AlPt (space group P2_13, 8 atoms in the cell, a = 4.869 Å) with one normal mode frozen in at fixed cell. Ansatz 0.2.0, plane-wave PAW, scalar-relativistic DFT with PBEsol, no spin polarisation; cutoff 420 eV, Gamma-centred 8×8×8 k mesh, Gaussian smearing of 0.15 eV. Energies are free energies relative to the undisturbed cell; pressure is positive in compression.

| amplitude (Å of the largest displacement) | energy change (meV a cell) | force along mode (eV/Å) | pressure (GPa) |
| --- | --- | --- | --- |
| -0.2 | 652.5 | 7.032 | 4.16 |
| -0.15 | 351.9 | 5.007 | 2.31 |
| -0.1 | 149.3 | 3.130 | 1.02 |
| -0.05 | 35.4 | 1.460 | 0.26 |
| 0 | 0.0 | -0.013 | 0.02 |
| 0.05 | 33.9 | -1.316 | 0.29 |
| 0.1 | 129.6 | -2.502 | 1.05 |
| 0.15 | 283.5 | -3.658 | 2.28 |
| 0.175 | 382.5 | -4.263 | 3.07 |
| 0.2 | 497.1 | -4.910 | 3.96 |

Sliding the platinum atoms of AlPt by 0.2 Å costs roughly half an electronvolt for a cell with four of them. One direction costs about 30 % more than the other. For a single cell vibrating by itself in this mode, the slide at room temperature is only about 0.03 Å, and there one direction costs only about 5 % more than the other. So the effect is weak for small slides, but it spoils a force constant taken from one large displacement.

**What moves**

Each platinum atom slides along its own threefold axis while the aluminium atoms almost stand still. The amplitude is the signed length of that slide, and the energy change is counted per cell from the undisturbed crystal. The force along the mode is the downhill slope of the energy with amplitude. The crystal keeps its space group in every row, and the energy has a single well.

The rows to follow are −0.2 and +0.2 Å, with 652.5 and 497.1 meV. No symmetry operation of this crystal turns one direction of the slide into the other, so the two energies are free to differ. In a crystal where such an operation exists, they would have to be equal. Symmetry thus permits the asymmetry, but it fixes neither its sign nor its size.

The difference grows as the cube of the amplitude. Half the gap between the two directions is 9.85 meV at 0.1 Å and 77.7 meV at 0.2 Å, about eight times as much for twice the slide. A polynomial with square, cube and fourth power, fitted to all ten rows, puts the quadratic coefficient at 13.8 eV/Å² and the cubic one at −10 eV/Å³. The question is which contacts between atoms produce that cubic term.

**The tempting answer: the closest contact**

Atoms pushed together repel, so the steeper side should be the one where two atoms come closest. The geometry says the opposite. At −0.2 Å, the expensive side, the shortest contact is 2.470 Å; at +0.2 Å, the cheap side, it is 2.403 Å. The closest contact therefore doesn't decide which way is steeper.

**A better answer: count all seven contacts**

Every platinum atom has seven aluminium neighbours at nearly the same distance, about 2.6 Å. One lies on the threefold axis and the other six form two oblique sets of three. On the negative side one oblique set is squeezed, while on the positive side the axial contact takes most of the squeeze. Three squeezed contacts against one looks like the explanation.

A simple repulsion seems to confirm it. Let each contact cost an energy that falls off exponentially with distance, with an assumed decay length of 0.35 Å. The total then rises about twice as much on the negative side as on the positive one, which is at least the right direction.

This sum overlooks that the crystal starts at rest. The seven repulsions don't cancel at zero amplitude; together they push the platinum atom towards the positive side. Since the calculated force there is almost nil, something else must push back. If that counterforce is taken as constant along the slide, the ratio of the two rises drops from about 2 to 0.98, and the asymmetry is gone.

The reason can be worked out by hand. A contact resists squeezing more than stretching, and the resulting difference between the two directions goes mainly as the cube of how fast its length changes. Around zero amplitude each contact of the squeezed oblique set changes by 0.73 Å per Å of slide, and the axial one by 1.05 Å per Å, in the opposite sense. Three times 0.73³ is about 1.2, and 1.05³ is also about 1.2. Three moderate squeezes one way match a single strong squeeze the other way, and the remaining set changes too slowly to upset the balance.

Equal springs, each relaxed at its length in the undisturbed crystal, give the same verdict:

- At −0.2 Å the length changes are about 0.14 Å (three contacts), 0.07 Å (three) and 0.21 Å (one). The sum of their squares is 3 × 0.14² + 3 × 0.07² + 0.21² ≈ 0.12 Å².
- At +0.2 Å they are about 0.15 Å (three), 0.05 Å (three) and 0.21 Å (one), which gives 3 × 0.15² + 3 × 0.05² + 0.21² ≈ 0.12 Å².

The spring energy is proportional to these sums, so both directions should cost the same. The calculation makes them differ by 31 %. This estimate uses only geometry and no fitted energy. It shows that the seven Al–Pt contacts, treated as equal springs, leave the asymmetry unexplained.

**A third answer: platinum against platinum**

Each platinum atom also has six platinum neighbours at 3.008 Å. On the positive side their distance levels off near its minimum, so it shrinks by only 0.026 Å at the end of the slide. On the negative side it stretches by 0.060 Å. A spring stores energy as the square of its length change, so these contacts store about five times as much on the negative side. Here, at last, the geometry itself is lopsided in the right sense.

The size of the effect is the difficulty. With one spring constant for the Al–Pt contacts and one for the Pt–Pt contacts, a fit to all ten rows follows the energies to within a few meV. To do so it needs a Pt–Pt spring of 9.3 eV/Å² beside an Al–Pt spring of 1.9 eV/Å². The longer contact would have to be almost five times as stiff as the shorter one.

That is hard to believe. The two pairs of elements differ, so length alone doesn't settle it, but this Pt–Pt contact is longer than the one in platinum metal, and a metallic contact normally softens steeply as it is stretched. The fitted constants are therefore best read as a price tag: they tell what the explanation would cost, not how stiff the bonds are. The pressure doesn't settle the matter. At −0.2 Å such stiff Pt–Pt springs would all be stretched and would pull the cell inward, while the table has +4.16 GPa. But that is the pressure of the whole cell, and the outward push of the Al–Pt contacts, which could outweigh the pull, wasn't worked out. If the Pt–Pt contacts were merely as stiff as the Al–Pt ones, they would supply 1.9/9.3, or about a fifth, of the asymmetry. They may well contribute, but they are not a credible sole cause.

**Where that leaves the cause**

The numbers dismiss the closest contact outright, and they dismiss the seven Al–Pt contacts in the simple forms tried here. They leave the Pt–Pt contacts as a possible minor partner. What carries the rest is open. The axial and oblique Al–Pt contacts aren't equivalent by symmetry, so they may differ in stiffness although their lengths nearly agree. Another reasonable guess is a force that depends on several atoms at once, because in a metal the electrons that bind one pair are shared with the neighbouring pairs. Force constants of third order, resolved by pairs and triplets of atoms, would test it.

The procedure carries over to any crystal in which the two directions of a mode are not equivalent. List the contacts and note how fast each length changes. For contacts of one kind and similar length, add up the cubes of these rates with their signs, once for every contact. Then look for contacts that stretch much more one way than they shrink the other. If the cubes cancel and the uneven contacts are long and soft, simple pair forces predict only a weak asymmetry. AlPt shows that the full calculation can still give a strong one.

**What to do about it**

Displace the atoms both ways and average. From the row at −0.2 Å alone, the quadratic coefficient would be 0.6525/0.2² ≈ 16 eV/Å², well above the fitted value; from +0.2 Å alone it would be 12 eV/Å². The mean of the two directions removes the cubic term and comes within about 4 % of the fitted value, even at this large amplitude.

Don't read the cubic term from the innermost pair. At ±0.05 Å the energies differ by only 1.5 meV. The small force left at zero amplitude lowers the negative side against the positive one by about 1.3 meV, and so hides a good part of the cubic difference. The pair at ±0.1 Å is a better start, since the cubic part there far exceeds that offset.

Treat the outermost energies as those of a clamped crystal. The cell was held fixed, and the pressure climbs to about 4 GPa at both ends. A crystal free to expand would lower its energy there, so these rows overstate the cost of a large slide in a free crystal. The PBEsol runs also used PAW datasets made for PBE, and this scan can't tell how much that matters.

AlPt can form where aluminium and platinum films meet in a device contact. For this mode taken alone, the trend means only a weak cubic term at small amplitudes. Its coupling to other modes wasn't computed, and the scan says nothing about the resistance of such a layer. The rebuilt contact lengths and both fits are in the printed output below.

Printed output of the fit:

```
Contact lengths in Å:
    row  one axial Al-Pt  three oblique Al-Pt (set A)  three oblique Al-Pt (set B)  six Pt-Pt  shortest in the run
   -0.2            2.822                         2.47                        2.661      3.068                 2.47
  -0.15             2.77                        2.505                        2.644       3.05                2.505
   -0.1            2.718                         2.54                        2.627      3.034                2.541
  -0.05            2.665                        2.576                        2.611       3.02                2.577
    0.0            2.613                        2.612                        2.596      3.008                2.596
   0.05             2.56                        2.649                        2.581      2.998                 2.56
    0.1            2.508                        2.686                        2.568       2.99                2.508
   0.15            2.455                        2.724                        2.555      2.985                2.455
  0.175            2.429                        2.743                        2.549      2.983                2.429
    0.2            2.403                        2.762                        2.544      2.982                2.403
Computed energy at -0.2 over that at +0.2 Å: 1.313
Half the energy difference between -0.2 and +0.2 Å, meV a cell: 77.7
Half the energy difference between -0.1 and +0.1 Å, meV a cell: 9.85
Size of the linear offset at 0.2 Å from the force at zero, meV a cell: 2.6
fit of en + f0*amp on 10 rows: coefficient of amp**2 13.78 +/- 0.074, coefficient of amp**3 -10.19 +/- 0.099, coefficient of amp**4 14.51 +/- 2.1; rms 0.0011, worst -0.15 -0.00198, leave-one-out rms 0.00392
Bare repulsion of seven contacts, rise at -0.2 over rise at +0.2 Å: 2.076
Same with the net push at rest balanced by a constant force: 0.9757
Seven equal springs relaxed at rest, energy at -0.2 over +0.2 Å: 0.991
fit of en + f0*amp on 10 rows: coefficient of 2*spr 1.913 +/- 0.0062, coefficient of 6*up**2 9.303 +/- 0.1; rms 0.00141, worst 0.2 -0.00267, leave-one-out rms 0.00225
Pt-Pt spring demanded over Al-Pt spring: 4.864
Classical harmonic rms amplitude at 300 K, Å, and cubic share of the quadratic energy there, percent: 0.03062, 2.263
```
